Dear colleague,

A lump of sodium twice as heavy is twice as large and twice as strongly bound, and Coulomb attraction with the uncertainty principle does not explain this by itself. The exclusion principle does. Here is the smallest model I know that shows it, with six levels of a box and one electrostatic term. I use hartree atomic units (energies in hartree, lengths in bohr) and convert to eV and Å for the numbers.

The model. Take N particles of charge −1 and electron mass, and N static point charges +1, which for now stand for the Na⁺ ions. The trial orbitals are the modes of a cube of side L with hard walls, with kinetic energy π²n²/(2L²), n² = nx² + ny² + nz², each integer ≥ 1. The lowest values of n² are 3, 6, 9, 11, 12, 14, with degeneracies 1, 3, 3, 3, 1, 6. Statistics enters as one rule. An antisymmetric state of particles with q internal states holds at most q per orbital (electrons: q = 2), while a symmetric state may be the product of N copies of the lowest orbital. With S the sum of n² over all particles, the kinetic energy is π²S/(2L²).

For the Coulomb energy, give each ion a neutral sphere of radius r_s filled evenly with one unit of negative charge, (4π/3)r_s³ = L³/N. The ion attracts its cloud with −3/(2r_s), the cloud repels itself with +3/(5r_s), and neutral spheres do not interact. The sum is the Wigner-Seitz Madelung term −0.9/r_s per ion. Hence

E(L) = π²S/(2L²) − γN^(4/3)/L, γ = 0.9(4π/3)^(1/3) = 1.451.

L belongs to the trial state and is no real container, so we minimise. dE/dL = 0 gives

L* = π²S/(γN^(4/3)), E* = −γ²N^(8/3)/(2π²S).

Bosons. S = 3N, so for every N

L* = (3π²/γ)N^(−1/3) = 20.4 N^(−1/3) bohr,
E* = −(γ²/6π²)N^(5/3) = −0.0355 N^(5/3) hartree.

More matter takes less room. Joining two equal lumps releases the fraction 2^(2/3) − 1 = 0.587 of the binding energy they already have, whatever their size.

Fermions. Fill the levels, two to an orbital. At closed shells the model gives:

N = 2: S = 6 for both; E*/N = −1.54 eV; L* = 8.57 Å
N = 8: fermions S = 42, −2.21 eV, 9.45 Å; bosons S = 24, −3.87 eV, 5.40 Å
N = 20: fermions S = 162, −2.64 eV, 10.74 Å; bosons S = 60, −7.13 eV, 3.98 Å
N = 34: fermions S = 354, −2.92 eV, 11.57 Å; bosons S = 102, −10.15 eV, 3.33 Å

The digits are exact for the model and serve to show its trends. At N = 2 the spin singlet lets both electrons share the orbital and nothing differs. After that the fermion box grows and the boson box shrinks, with E*(bosons)/E*(fermions) = S/(3N), S being the fermion sum.

For N ≫ q the occupied orbitals fill an octant of radius n_F, so N = qπn_F³/6 and S = qπn_F⁵/10 = (3/5)(6/πq)^(2/3) N^(5/3). Inserting this,

L* = 2π q^(−2/3) N^(1/3) bohr,
E* = −(γ/4π) q^(2/3) N = −0.1155 q^(2/3) N hartree.

For q = 2 this is the jellium energy per electron 1.105/r_s² − 0.9/r_s, with its minimum −0.183 hartree = −4.99 eV at r_s = 2.46 bohr. The listed values creep towards this limit slowly because of the walls. Points with a zero integer are missing from the three faces of the octant, and counting them out raises S at fixed N by the factor 1 + 15/(8n_F) to first order, with n_F = (6N/πq)^(1/3). At N = 34 this estimate is 1.6 and the actual factor is 1.7.

For N = 10⁶ the limiting formulas put the electrons in a cube of 209 Å at −4.99 eV each (the wall term is 2 %), and the bosons in a cube of 0.108 Å at −9.67 keV each.

The general statement. A kinetic energy aN/L² or a q^(−2/3)N^(5/3)/L² against a Coulomb energy −bN^(4/3)/L gives E ∝ −N^(5/3), L ∝ N^(−1/3) for bosons and E ∝ −q^(2/3)N, L ∝ q^(−2/3)N^(1/3) for fermions. The model has the boson powers exactly and the fermion powers for N ≫ q. Setting q = N in the fermion formula returns the power 5/3, as it should, since for q ≥ N the filling rule forbids nothing. The coefficient is then 3.2 times too large, because one orbital is no Fermi sphere. A trial state bounds the ground state energy from above, E₀ ≤ −C N^(5/3), and that proves collapse. It cannot prove stability, which needs a bound from below. Dyson and Lenard (1967) gave lower bounds, Lieb and Thirring (1975) the fermion bound of the form −q^(2/3)N, and Lieb (1979) the rigorous N^(5/3) upper bound for bosons.

What the prefactors are worth. Three terms are as large as those kept, and none changes a power of N.

First, the boson density n = N|φ|² is a product of squared sines and is not flat. The ions have to follow it so that each cell stays neutral; on an even lattice they would leave a macroscopic charge imbalance costing of order +N²/L. A Madelung term taken cell by cell, −0.9∫n(4πn/3)^(1/3)d³r, multiplies γ by L∫|φ|^(8/3)d³r = 16[Γ(11/6)/(√π Γ(7/3))]³ = 1.417. Then C grows by the factor 2.01, to 0.071 hartree for large N. (Real cells are polyhedra, which alters the 0.9 and no exponent.)

Second, the product state has N(N − 1)/2 repelling pairs where the smeared cloud counts N²/2. The energy per boson is lower by J/2, with J the mean of 1/r₁₂ in the lowest mode, and numerical integration gives J/2 ≈ 1.5/L. Relative to the local Madelung term this is 0.7 N^(−1/3), large for the small N listed and fading after.

Third, a determinant has exchange energy −3k_F/(4π) per fermion, with k_F = (9π/2q)^(1/3)/r_s. This multiplies E* by (1 + 0.641 q^(−1/3))², so the pure q^(2/3) law holds for large q, while E ∝ N holds for any fixed q. For q = 2 the term is −0.458/r_s, and the minimum moves to −0.417 hartree = −11.4 eV at r_s = 1.63 bohr.

The boson law also has an end. An ion of mass M vibrates in its sphere with ω = (M r_s³)^(−1/2), and its zero-point energy 3ω/2 equals 0.9/r_s at r_s = 25/(9M), M in electron masses. The uniform model has r_s = 12.7 N^(−2/3) bohr, so with an assumed M = 23 u the ions cease to be static near N ≈ 8×10⁷. For mobile charged bosons of both signs the power softens to Dyson's N^(7/5) (1967), which is still collapse. The kinetic energy per boson equals |E*|/N at the minimum and reaches mc² near N ≈ 4×10⁸, where the nonrelativistic formula fails as well.

Now sodium itself. The typical r_s of the metal is about 3.93 bohr, so the point-ion model with exchange is roughly 14 times too dense. The cause is again exclusion, since the ten core electrons keep the valence electron away from the nucleus. Mimic this by switching off the ion potential inside a radius r_c. The uniform cloud then loses the attraction 2πn r_c² = 3r_c²/(2r_s³), and

E/N = 1.105/r_s² − 1.358/r_s + 3r_c²/(2r_s³).

I choose r_c so that the minimum falls at the typical density, r_c² = (2/9)(1.358 r_s² − 2.210 r_s), which gives r_c = 1.65 bohr. The density is thus an input and tests nothing. The three terms are +0.0715, −0.3456 and +0.0675 hartree, and the model's energy is −5.6 eV per electron relative to separated ions and electrons at rest. Correlation is left out, and it typically lowers the energy by the order of 1 eV per electron at such densities. A core term of this kind would hold bosons apart too, but they would have no right to it: without exclusion all eleven particles of each atom would enter the common orbital, the charges left behind would be bare nuclei, and the N^(5/3) law would apply to them.